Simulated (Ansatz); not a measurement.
## A series in volume per atom on SnSe

Periodic Kohn-Sham DFT of a crystal at fixed atoms; pressure and stress are positive in compression; the energy is the free energy less that of spherical unpolarised free atoms; site moments are those in the method's own spheres, positive along +z. The results are calculated, by Ansatz 0.2.0.

Cell of the first row (space group Fm-3m, No. 225):
```
CELL_PARAMETERS angstrom
0.00000 2.94860 2.94860
2.94860 0.00000 2.94860
2.94860 2.94860 0.00000
ATOMIC_POSITIONS crystal
Sn 0.00000 0.00000 0.00000
Se 0.50000 0.50000 0.50000
```

Settings of every row: method all-electron LAPW; functional LDA; relativity scalar; k mesh 9x9x9; filling fermi-dirac; smearing width 0.02 eV; basis error target 0.25 meV/atom; nucleus gaussian.

Atom start moment: 0 on all atoms.

Limits of some rows: small gap, it may come from the mesh (row 1, 5, 9).

```csv
row,volume per atom (Å³),energy less free atoms (eV/atom),pressure (GPa)
1,25.635,-4.7497,-0.005
2,26.18,-4.7476,-1.21
3,26.725,-4.7416,-2.287
4,26.998,-4.7373,-2.782
5,27.271,-4.7321,-3.25
6,27.544,-4.7262,-3.691
7,27.816,?,?
8,28.362,-4.7043,-4.875
9,28.907,-4.6865,-5.558
```

Question: what energy less free atoms and pressure should row 7 give?

Worked fit of energy less free atoms. Take u = (V_r/V)^(2/3) − 1 with V_r = 27.135 Å³ an atom, which is twice the finite (Eulerian) strain; such expansions in the strain, on which the Birch-Murnaghan equation of state is built, carry the rest volume and the bulk modulus. The shown rows have u = 0.03864, 0.02417, 0.0102, 0.00338, -0.00333, -0.00992, -0.02905, -0.0413. Least squares give energy less free atoms = −4.73479 − 0.7651 × u + 9.796 × u² eV/atom; a straight line predicts inner rows, each left out in turn, worse (root mean square 0.0051 against 4.1e-05 eV/atom). All shown rows lie on it to the printed digit. The withheld row has u = -0.01639, so the fit gives −4.73479 − 0.7651 × (-0.01639) + 9.796 × (-0.01639)² = -4.7196 eV/atom.

The calculation gave -4.7196 eV/atom. The fit meets it to the printed digit.

Worked fit of pressure. Take u = (V_r/V)^(2/3) − 1 with V_r = 27.135 Å³ an atom, which is twice the finite (Eulerian) strain; such expansions in the strain, on which the Birch-Murnaghan equation of state is built, carry the rest volume and the bulk modulus. The shown rows have u = 0.03864, 0.02417, 0.0102, 0.00338, -0.00333, -0.00992, -0.02905, -0.0413. Least squares give pressure = −3.0199 + 69.745 × u + 207.77 × u² + 171 × u³ GPa; a parabola predicts inner rows, each left out in turn, worse (root mean square 0.0026 against 0.0005 GPa). All shown rows lie on it to the printed digit. The withheld row has u = -0.01639, so the fit gives −3.0199 + 69.745 × (-0.01639) + 207.77 × (-0.01639)² + 171 × (-0.01639)³ = -4.108 GPa.

The calculation gave -4.109 GPa. The fit lies 0.001 GPa (0.018 % of the column's range) above it, one unit of the last digit.
